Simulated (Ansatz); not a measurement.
# Appearance energy of a fragment ion: C3H9GaS2 → [C3H7]+ + Ga(SH)2 + e⁻

Species: C3H9GaS2 `C[CH](C)[Ga]([SH])[SH]`, singlet; [C3H7]+ `C[CH+]C`, singlet; Ga(SH)2, doublet. 

Shapes, held fixed at every level: PBE0-D4/def2-TZVP. Flexible molecules stand in one conformer, not always the lowest. Programs: Ansatz 0.2.0. Electronic energies: no zero-point or thermal term.

Question: Estimate ΔE of this reaction.

Answer: The highest level, CCSD(T)/def2-TZVPP, gives ΔE = +10.52 eV; the levels span +10.14 to +10.70. The column of differences is taken from that level and isn't an error. No measured value is set beside it here. Open shells run unrestricted unless RO is named. Relativity is left out for Ga unless named. Correlated rows may include outer-core shells of Ga, which these sets cover unevenly. The onset seen in experiment also holds zero-point changes and kinetic shifts.

| level | kind | ΔE (eV) | less CCSD(T)/def2-TZVPP |
| --- | --- | --- | --- |
| PBE-D4/def2-TZVPP | GGA | +10.14 | -0.38 |
| r2SCAN-D4/def2-TZVPP | meta-GGA | +10.15 | -0.37 |
| wB97M-V/def2-TZVPP | range-separated hybrid | +10.25 | -0.27 |
| wB97X-V/def2-TZVPP | range-separated hybrid | +10.40 | -0.12 |
| B2PLYP/def2-TZVPP | double hybrid | +10.14 | -0.38 |
| MP2/def2-TZVPP | perturbation theory | +10.70 | +0.18 |
| CCSD/def2-TZVPP | coupled cluster or CI | +10.41 | -0.11 |
| CCSD(T)/def2-TZVPP | coupled cluster or CI | +10.52 | 0.00 |

The energy of about +10.52 eV combines two costs: homolytic cleavage of the Ga–C bond and ionisation of the resulting isopropyl radical. The second is moderated by hyperconjugation from the two methyl groups into the empty carbon p orbital of the secondary cation. The electron left on Ga(SH)2 occupies a gallium-centred orbital of mixed s and p character, leaving formally Ga(II) in place of the more favourable Ga(III).

The parent holds one more electron pair than the separated products, so correlation favours it and raises the fragmentation energy. The increase from CCSD to CCSD(T) fits this picture, while MP2 probably overestimates the pair contribution. All the density functionals fall below CCSD(T), but not in order of sophistication: B2PLYP matches PBE at +10.14 eV, whereas wB97X-V comes closest at +10.40 eV.

The results support a threshold near the coupled-cluster values for this charge partition, but do not show that it lies below the competing channel to Ga(SH)2+ and a neutral isopropyl radical, which would restore Ga(III).
